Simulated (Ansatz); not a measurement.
## A series in volume per atom on Sn

Equation of state of a cubic crystal from periodic Kohn-Sham density functional theory without spin; pressure corrected for the finite basis. The results are calculated, by Ansatz 0.2.0 development build.

Cell of the first row (space group Fd-3m, No. 227):
```
cell vectors (Å)
   0.0000     3.2363     3.2363
   3.2363     0.0000     3.2363
   3.2363     3.2363     0.0000
atoms (fractions of the cell vectors)
Sn  0.00000  0.00000  0.00000
Sn  0.25000  0.25000  0.25000
```

Settings of every row: formula Sn; structure type diamond; functional r2SCAN; spin treatment none; k mesh 9x9x9; occupation method fermi-dirac; occupation width 0.1 eV; wave cutoff 240 eV; datasets all-electron datasets; density cutoff ratio 7; dirac inner shells no; nucleus point.

```csv
row,volume per atom (Å³),energy above lowest point (meV/atom),pressure (GPa)
1,33.895,8.87,2.092
2,35,0,0.526
3,36.105,?,?
4,37.211,10.2,-1.858
5,38.316,26.21,-2.755
```

Question: what energy above lowest point and pressure should row 3 give?

Worked fit of energy above lowest point. Take u = (V_r/V)^(2/3) − 1 with V_r = 36.105 Å³ an atom, which is twice the finite (Eulerian) strain; such expansions in the strain, on which the Birch-Murnaghan equation of state is built, carry the rest volume and the bulk modulus. The shown rows have u = 0.04301, 0.02094, -0.01991, -0.03885. Least squares give energy above lowest point = 0.977 − 255.38 × u + 10180.8 × u² meV/atom; a straight line predicts inner rows, each left out in turn, worse (root mean square 9.9 against 0.25 meV/atom). The rows lie off it by 0.04, -0.09, 0.10, -0.05 (root mean square 0.074 meV/atom). Its lowest point lies at u = 0.0125, or V = 35.44 Å³ an atom, and the curvature there gives the bulk modulus at fixed shape and fractions, B = (4/9)(1 + u)² E″(u)/V = 41.9 GPa. The withheld row has u = 0, so the fit gives 0.977 − 255.38 × (0) + 10180.8 × (0)² = 0.98 meV/atom.

The calculation gave 1 meV/atom. The fit lies 0.02 meV/atom (2 % of the value, 0.076 % of the column's range) below it; its largest miss of a shown row is 0.10 meV/atom.

Worked fit of pressure. Take u = (V_r/V)^(2/3) − 1 with V_r = 36.105 Å³ an atom, which is twice the finite (Eulerian) strain; such expansions in the strain, on which the Birch-Murnaghan equation of state is built, carry the rest volume and the bulk modulus. The shown rows have u = 0.04301, 0.02094, -0.01991, -0.03885. Least squares give pressure = −0.7768 + 58.359 × u + 192.99 × u² GPa; a straight line predicts inner rows, each left out in turn, worse (root mean square 0.19 against 0.01 GPa). The rows lie off it by 0.002, -0.004, 0.004, -0.002. The pressure vanishes at u = 0.0128, or V = 35.42 Å³ an atom, and there the bulk modulus at fixed shape and fractions is B = −V dP/dV = (2/3)(1 + u) dP/du = 42.7 GPa. The withheld row has u = 0, so the fit gives −0.7768 + 58.359 × (0) + 192.99 × (0)² = -0.777 GPa.

The calculation gave -0.776 GPa. The fit lies 0.001 GPa (0.021 % of the column's range) below it, one unit of the last digit.
